# Second-order error of the frozen-core energy (von Barth and Gelatt)

## Statement

Take Kohn–Sham density-functional theory with a local effective potential and fixed occupation numbers. A reference configuration, for example the Si atom in $3s^23p^2$, has the self-consistent potential $V_0$ and the core density $n_{c0}$. A second configuration with the same core occupations, for example $3s^13p^3$, is solved in two ways. In the relaxed solution all orbitals are self-consistent, with energy $E$, potential $V$ and core density $n_c$. In the frozen-core solution the core density and the core kinetic energy keep their reference values and only the valence orbitals are iterated, with energy $E^*$ and potential $V^*$. Then

$$\delta\equiv E^*-E=\frac12\int\big(n_{c0}-n_c\big)\big(V^*-V_0\big)\,d^3r+O(\eta^3),$$

where $\eta$ measures the non-constant part of $V-V_0$ in the core region against the core excitation energies. Both factors of the integrand are $O(\eta)$, so $\delta=O(\eta^2)$, although the core kinetic energy alone changes at $O(\eta)$. The frozen core is exact in the reference configuration, so $\delta$ is also the error of the energy difference between the two configurations. The result is due to von Barth and Gelatt (1980).

## Premises and conventions

Potentials are potential energies of an electron, densities are number densities, orbitals are real, and spin polarisation is ignored.

1. For a local potential $u$, the operator $-\hbar^2\nabla^2/2m+u$ has eigenvalues $\varepsilon_i[u]$ and normalised orbitals $\phi_i[u]$. The levels split into a core set $c$, made of the lowest levels and fully occupied, and a valence set $v$ with prescribed occupations $f_i$. An open shell is occupied equally in all its $m$ components, so atomic densities are spherical.
2. The energy other than the non-interacting kinetic energy is a functional $F[n]=\int v_{\rm ext}n\,d^3r+E_H[n]+E_{xc}[n]$ of the total density, three times differentiable, with $V[n]=\delta F/\delta n$ and kernel $\kappa=\delta^2F/\delta n\,\delta n'$.
3. Each core level is separated from every non-core level by a finite gap, and no level changes its label in the neighbourhood considered, so that eigenvalues and densities depend smoothly on $u$.
4. The valence problem at fixed core density has a locally unique solution (condition given in Step 3).
5. Frozen core means frozen $n_{c0}$ and frozen $T_{c0}$. The valence orbitals are eigenfunctions of $V^*$ with the valence labels. They are orthogonal to the core-like eigenfunctions of $V^*$, and not exactly to the reference core orbitals.

The small parameter is

$$\eta=\max_{i\in c,\;j\notin c}\left|\frac{\langle\phi_i|V-V_0|\phi_j\rangle}{\varepsilon_i-\varepsilon_j}\right| .$$

A constant in $V-V_0$ does not enter $\eta$, because $\phi_i$ and $\phi_j$ are orthogonal.

## Proof

### Step 1. Kinetic energy of a set of levels

For either set $s=c,v$ define

$$n_s[u]=\sum_{i\in s}f_i\,\phi_i^2,\qquad T_s[u]=\sum_{i\in s}f_i\,\varepsilon_i[u]-\int u\,n_s[u]\,d^3r .$$

$T_s$ is the kinetic energy of these orbitals, since $\varepsilon_i=\langle\phi_i|-\hbar^2\nabla^2/2m|\phi_i\rangle+\int u\phi_i^2$. First-order perturbation theory (the Hellmann–Feynman theorem) gives $\delta\varepsilon_i=\int\phi_i^2\,\delta u$. For a degenerate, equally occupied shell the same holds for the sum over the shell, which is the trace of $\delta u$ in the shell. Hence $\delta\sum f_i\varepsilon_i=\int n_s\,\delta u$, and

$$\delta T_s=\int n_s\,\delta u-\int n_s\,\delta u-\int u\,\delta n_s=-\int u\,\delta n_s\,d^3r .$$

The relation needs no minimum property, so it holds for the valence set, which is not the ground state of $u$. Because the occupations are fixed, $\int\delta n_s\,d^3r=0$.

### Step 2. A functional with independent core and valence arguments

Give the core and the valence set separate generating potentials $u$ and $w$, with the occupations of the second configuration:

$$\Omega[u,w]=T_c[u]+T_v[w]+F\big[n_c[u]+n_v[w]\big].$$

By Step 1 and premise 2, with $n=n_c[u]+n_v[w]$,

$$\delta\Omega=\int\big(V[n]-u\big)\,\delta n_c\,d^3r+\int\big(V[n]-w\big)\,\delta n_v\,d^3r .$$

Two points of this functional matter.

At $u=w=V[n]$ both brackets vanish, so $\Omega$ is stationary under independent variations of the core and the valence density. All orbitals then belong to one self-consistent Hamiltonian, are orthonormal, and $\Omega$ is the Kohn–Sham energy: $E=\Omega[V,V]$.

At $u=V_0$ the core density is $n_{c0}$ and $T_c=T_{c0}$. The valence bracket vanishes for $w=V\big[n_{c0}+n_v[w]\big]$, which is the frozen-core self-consistency condition of premise 5: $E^*=\Omega[V_0,V^*]$.

For $u\ne w$ the core and valence orbitals are not mutually orthogonal, so $\Omega$ is not the energy of an admissible set of orbitals there. It is an auxiliary functional that is stationary at the solution, and it need not be minimal.

### Step 3. Elimination of the valence variables

For each $u$ near $V$ let $w(u)$ solve $w=V\big[n_c[u]+n_v[w]\big]$. Linearising, with $\chi_v=\delta n_v/\delta w$,

$$\delta w=\kappa\,(\delta n_c+\chi_v\,\delta w)\quad\Rightarrow\quad\delta w=K\,\delta n_c,\qquad K=(1-\kappa\chi_v)^{-1}\kappa .$$

Premise 4 is the invertibility of $1-\kappa\chi_v$; the implicit function theorem then makes $w(u)$ unique and smooth near the solution. $K$ is the Hartree and exchange-correlation interaction screened by the valence electrons. Define $W[u]=\Omega[u,w(u)]$. The valence term of $\delta\Omega$ vanishes on $w(u)$, so

$$\delta W=\int\big(w(u)-u\big)\,\delta n_c\,d^3r ,$$

with $w(V)=V$, $w(V_0)=V^*$, $W[V]=E$ and $W[V_0]=E^*$.

### Step 4. A path from the relaxed to the frozen core

Let $u_\lambda=V+\lambda(V_0-V)$ for $0\le\lambda\le1$, with $n_\lambda=n_c[u_\lambda]$, $w_\lambda=w(u_\lambda)$ and $W(\lambda)=W[u_\lambda]$. Every density on the path is generated by a potential, so no question of representability arises. With dots for $d/d\lambda$,

$$\dot W(\lambda)=\int(w_\lambda-u_\lambda)\,\dot n_\lambda\,d^3r,\qquad\dot W(0)=0,\qquad\dot W(1)=\int(V^*-V_0)\,\dot n_1\,d^3r .$$

The vanishing of $\dot W(0)$ removes the first-order error.

The orders follow from the linearity of the path. $W$ and $n_\lambda$ depend on $\lambda$ only through the core orbitals of $V+\lambda(V_0-V)$, and each order of perturbation theory brings one more factor of $V_0-V$. The $p$-th derivative of $n_\lambda$ or $W$ with respect to $\lambda$ is therefore $O(\eta^p)$. Further, $V^*-V_0=(V^*-V)+(V-V_0)$, where $V^*-V=K(n_{c0}-n_c)+O(\eta^2)$ by Step 3; both parts are $O(\eta)$ in the core region, up to a constant that drops out of every integral against a charge-conserving density change.

### Step 5. Trapezoidal rule with exact remainder

Two integrations by parts give

$$\int_0^1\lambda(1-\lambda)\dddot W\,d\lambda=-\int_0^1(1-2\lambda)\ddot W\,d\lambda=\dot W(1)+\dot W(0)-2\big[W(1)-W(0)\big],$$

that is

$$W(1)-W(0)=\tfrac12\big[\dot W(0)+\dot W(1)\big]-\tfrac12\int_0^1\lambda(1-\lambda)\dddot W\,d\lambda .$$

One integration by parts gives $n_{c0}-n_c=\int_0^1\dot n_\lambda\,d\lambda=\dot n_1-\int_0^1\lambda\,\ddot n_\lambda\,d\lambda$. Solving this for $\dot n_1$ and inserting it in $\dot W(1)$ yields the exact relation

$$E^*-E=\frac12\int(n_{c0}-n_c)(V^*-V_0)\,d^3r+\mathcal R,$$

$$\mathcal R=\frac12\int_0^1\!\lambda\left[\int(V^*-V_0)\,\ddot n_\lambda\,d^3r\right]d\lambda-\frac12\int_0^1\!\lambda(1-\lambda)\dddot W\,d\lambda .$$

The first term of $\mathcal R$ is $O(\eta)\,O(\eta^2)$ and the second is $O(\eta^3)$. This proves the statement.

## Response form and sign

Write $\Delta n=n_c-n_{c0}$ and $\Delta V=V^*-V_0$. To first order $\Delta n=\chi_c(V-V_0)$ and $V-V^*=K\Delta n$, so $\Delta V=(\chi_c^{-1}-K)\Delta n$ on the space of charge-conserving changes. With integrals written as products,

$$\delta=-\tfrac12\,\Delta V\,\Delta n=\tfrac12\,\Delta n\,\big(K-\chi_c^{-1}\big)\,\Delta n=\tfrac12\,\Delta V\,\big(K-\chi_c^{-1}\big)^{-1}\Delta V .$$

The core response is

$$\chi_c(\mathbf r,\mathbf r')=2\sum_{i\in c}f_i\sum_{j\notin c}\frac{\phi_i(\mathbf r)\phi_j(\mathbf r)\,\phi_j(\mathbf r')\phi_i(\mathbf r')}{\varepsilon_i-\varepsilon_j}.$$

Core–core terms cancel in pairs because the core occupations are equal. The sum over $j$ includes the occupied valence levels, since the core set responds independently. All denominators are negative, so $\chi_c$ is negative semidefinite and $-\chi_c^{-1}$ is a positive stiffness. Three consequences follow.

*The potential must be $V^*$.* With the relaxed $V$ in its place the integral gives $-\tfrac12\Delta n\,\chi_c^{-1}\Delta n$ and misses $\tfrac12\Delta n\,K\,\Delta n$, a term of second order.

*An estimate without the relaxed core.* If $K$ is positive semidefinite, then $(K-\chi_c^{-1})^{-1}\le-\chi_c$ as operators and $0\le\delta\le-\tfrac12\Delta V\chi_c\Delta V$ at second order. The bound needs only the frozen-core run and the reference atom.

*The sign is not a theorem.* $\chi_v$ contains the valence-to-core terms with positive denominators, so $K$ can be indefinite. A two-level model shows this. Let $H=u\sigma_z-\tau\sigma_x$, with the lower level as core (occupation $f_c$), the upper as valence ($f_v\le f_c$), the density $m=\langle\sigma_z\rangle$ and $F=vm+\tfrac12Um^2$, $U>0$. The levels are $\mp\sqrt{u^2+\tau^2}$, so $m_c=-f_cu/\sqrt{u^2+\tau^2}$ and $m_v=f_vw/\sqrt{w^2+\tau^2}$. At $u=w$, $\chi_c=-f_c\gamma$ and $\chi_v=+f_v\gamma$ with $\gamma=\tau^2/(u^2+\tau^2)^{3/2}$, and

$$K-\chi_c^{-1}=\frac{1+U(f_c-f_v)\gamma}{f_c\gamma\,(1-Uf_v\gamma)} .$$

The numerator is positive, so the relaxed problem is stable, yet $\delta<0$ once $Uf_v\gamma>1$. That requires an interaction comparable to the core–valence gap. For a deep core the stiffness $-\chi_c^{-1}$ dominates and $\delta>0$.

## Range of validity

- **Small $\eta$.** The relative size of the remainder is $O(\eta)$. The response denominators are the core excitation energies, so $\delta$ grows for shallow, extended shells such as the $3d$ shell of Zn or Ga, and for changes that act inside the core region, such as strong ionisation or a change in the occupation of a compact $d$ shell. Such shells are moved into the valence set.
- **Fixed core occupations.** A core hole changes the core set itself and lies outside the theorem.
- **Local potential and smooth $F$.** Orbital-dependent non-local exchange needs a different Step 1. A spin-polarised version follows by summing the integrand over spin channels.
- **Non-singular valence response.** Near a point where $1-\kappa\chi_v$ is singular, $K$ diverges and the expansion fails. For a metal with variable valence occupations, $T_v$ is replaced by the non-interacting free energy at fixed valence electron number, for which Step 1 keeps its form.
- **Molecules and solids.** $n_{c0}$ is a sum of atomic cores and $V_0$ is the atomic potential around each nucleus. This is consistent with Step 1 only while neighbouring cores do not overlap.
- **Energies only.** Stationarity protects the total energy. The core density, the core kinetic energy and the density at the nucleus are wrong at $O(\eta)$.
- **Variant of the frozen core.** If the valence orbitals are held orthogonal to the frozen core orbitals, as in the projector augmented-wave method, the trial set is orthonormal and lies within $O(\eta)$ of the relaxed set. The error is again $O(\eta^2)$ by stationarity of the Kohn–Sham energy, but its coefficient differs from the one derived here.
- **Pseudopotentials.** An ionic pseudopotential is unscreened from a reference atom and carries the frozen core with it. $\delta$ is one part of its transferability error. The pseudisation of the valence orbitals and a linearised core–valence exchange-correlation term are separate parts that the theorem does not cover. The all-electron frozen-core energy, not the relaxed one, is the quantity that tests them separately.

## Illustration: Si $3s^23p^2\to3s^13p^3$

The following model is solvable in closed form. Its numbers are the model's, not those of the silicon atom. The units are $E_h=27.211$ eV and $a_0=0.5292$ Å.

**Core.** The $1s^2$ shell is a point charge on the nucleus. The $2s^22p^6$ shell is hydrogenic in $u=-2\zeta a_0\,e^2/(4\pi\epsilon_0r)$, with decay $e^{-\zeta r}$, and may only breathe: $\zeta=\zeta_0(1+s)$. The assumed reference value is $z\equiv\zeta_0a_0=4.9$, that is $\zeta_0=9.26$ Å$^{-1}$, which puts the mean $2p$ radius $5/(2\zeta_0)$ at 0.27 Å. With $t=2\zeta_0r$ the reference radial functions, normalised in $t$, are

$$B_s=\frac{t(2-t)}{\sqrt8}e^{-t/2},\qquad B_p=\frac{t^2}{\sqrt{24}}e^{-t/2},$$

and the radial density of the shell is $\sigma=2B_s^2+6B_p^2=(t^2-t^3+\tfrac12t^4)e^{-t}$, with $\int_0^\infty\sigma\,dt=8$. Each electron has kinetic energy $\tfrac12z^2(1+s)^2E_h$, so $T_L=4z^2(1+s)^2E_h$. The Hartree potential of the shell is $2zE_h\,\varphi(t)$, where $(t\varphi)''=-\sigma/t$, $t\varphi\to0$ at the origin and $t\varphi\to8$ at infinity:

$$\varphi=\frac8t-e^{-t}\Big(\frac8t+6+2t+\frac{t^2}2\Big).$$

Breathing turns $\varphi(t)$ into $y\,\varphi(yt)$ with $y=1+s$. Its first and second derivatives with respect to $s$ at $s=0$ are

$$q=(t\varphi)'=\big(2+2t+\tfrac12t^2+\tfrac12t^3\big)e^{-t},\qquad t\,q'=-\sigma .$$

**Valence.** Each valence orbital is a Slater function $A=(\beta^7/720)^{1/2}t^3e^{-\beta t/2}$ orthogonalised to the reference core function of the same $l$, which supplies the inner lobes: $P=(A-SB)/\sqrt{1-S^2}$, $S=\int AB\,dt$. The assumed ratios are $\beta_s=1/3$ and $\beta_p=0.29$, that is exponents $1.63/a_0$ and $1.42/a_0$, chosen near typical single-exponent values for Si. The shapes are at first held fixed, so $V^*-V_0$ is the Hartree potential of the radial density $P_p^2-P_s^2$. All integrals are sums of terms $n!/a^{n+1}$. With $\langle X\rangle=\int P^2X\,dt$:

| orbital | $S$ | $\langle q\rangle$ | $\langle\sigma\rangle$ |
|---|---|---|---|
| $3s$ | $-0.2824$ | 0.025881 | 0.0380 |
| $3p$ | 0.1665 | 0.014309 | 0.0209 |

**Energy.** Under uniform scaling the attraction to the point charge, the Hartree self-energy of the shell and its local exchange energy are all linear in $\zeta$. With $I_j(s)=2zE_h\langle y\varphi(yt)\rangle_j$ the core–valence Hartree energy per valence electron,

$$W_0(s)=T_L-\mathcal A\,y+2I_s+2I_p,\qquad W(s)=T_L-\mathcal A\,y+I_s+3I_p ,$$

up to constants. $\mathcal A$ is fixed by $W_0'(0)=0$, which makes $\zeta_0$ the self-consistent reference value within the family. The difference $D=W-W_0=I_p-I_s$ equals $\int n_L(s)\,(V^*-V_0)\,d^3r$ by the symmetry of the Coulomb interaction. Hence $W'(0)=D'(0)=\int(V^*-V_0)\,\partial_sn_L\,d^3r$ and $W'(s^*)=0$ at the relaxed value $s^*$, which are the two end-point relations of Step 4, and Step 5 applies with $s$ as the path variable. The integral of the theorem is $-\tfrac12[D(s^*)-D(0)]$.

**Numbers.** With $2zE_h=266.67$ eV, the force on the breathing coordinate and the stiffness are

$$g=W'(0)=2zE_h\big(\langle q\rangle_p-\langle q\rangle_s\big)=-3.086\ \text{eV},$$

$$k=W''(0)=8z^2E_h-2zE_h\big(\langle\sigma\rangle_s+3\langle\sigma\rangle_p\big)=5227-27=5200\ \text{eV}.$$

The $3s$ electron penetrates the core more than the $3p$ electron, so the promotion removes screening charge and the shell contracts: $s^*=5.93\times10^{-4}$, equal to $-g/k$ to these figures, which shortens the mean $2p$ radius by $1.6\times10^{-4}$ Å. The model is solved without expansion by finding the root of $W'(s)$:

| quantity | value |
|---|---|
| change of core kinetic energy, $T_L(s^*)-T_L(0)$ | $+3.10$ eV |
| exact model error, $W(0)-W(s^*)$ | 0.9157 meV |
| theorem, $-\tfrac12[D(s^*)-D(0)]$ | 0.9153 meV |
| remainder $\mathcal R$ | 0.40 μeV |

The four figures serve only to test the theorem inside the model. The remainder is $4.4\times10^{-4}$ of $\delta$, the same order as $s^*$, as a third-order term must be. The first-order change of the core kinetic energy is more than three thousand times $\delta$ and is cancelled by the first-order change of the potential energy. For scale, $k_BT$ at 300 K is 25.9 meV.

**Neglected terms.** At second order $\delta=g^2/2k$, so each omission is sized through $g$ or $k$. For these estimates the $1s$ shell has the assumed exponent $13.7/a_0$, a typical value, and the radial density $\rho_1=\alpha^3t^2e^{-\alpha t}$ with $\alpha=13.7/4.9$.

- The finite size of the $1s$ shell adds $-2zE_h\int\rho_1\sigma\,dt$ to $k$, a decrease of 2.5 per cent.
- Breathing of the $1s$ shell, taken independently, has force $2zE_h\int(P_p^2-P_s^2)\,\alpha(1+\alpha t)e^{-\alpha t}dt$ and kinetic stiffness $2(13.7)^2E_h$. It adds less than a tenth to $\delta$.
- Local-density exchange, with kernel $-\tfrac13(3/\pi)^{1/3}n^{-2/3}$ in atomic units and $n$ the total reference density, adds to $g$ a term of the same sign and below a tenth of its size.
- The single breathing mode restricts the core. Since $W$ is minimal in the core variables here, more freedom lowers $E$ and raises $\delta$.
- Valence self-consistency in $V^*$ rivals the effect itself. The loss of $3s$ screening also contracts the four valence orbitals, which returns charge to the core region. An assumed increase of both valence exponents by 2 per cent in the promoted atom gives $\langle q\rangle_s=0.027842$ and $\langle q\rangle_p=0.015515$. The force becomes $2zE_h\big[(0.027842+3\times0.015515)-2(0.025881+0.014309)\big]=-1.60$ eV, and $g^2/2k=0.25$ meV with the same $k$.

A valence contraction of a few per cent at most is typical for this promotion, and the force is sensitive to its value throughout that range. An assumed increase of both exponents by 3 per cent gives $g=-0.8$ eV and $g^2/2k$ below 0.1 meV. Near 4 per cent $g$ passes through zero, and beyond that the shell expands. For contractions up to about 4 per cent the breathing model thus gives $\delta$ anywhere between zero and the fixed-shape value of 0.9 meV, while the additional core freedom, which is not sized here, acts in the opposite direction. The model therefore fixes neither the order of magnitude of $\delta$ nor the size or sign of the change of the core kinetic energy, which is close to $-g$. It gives a non-negative breathing error $g^2/2k$ on a rough sub-meV scale, smaller than the kinetic-energy change by a factor of about $2k/|g|$. These statements are the model's, not those of the silicon atom.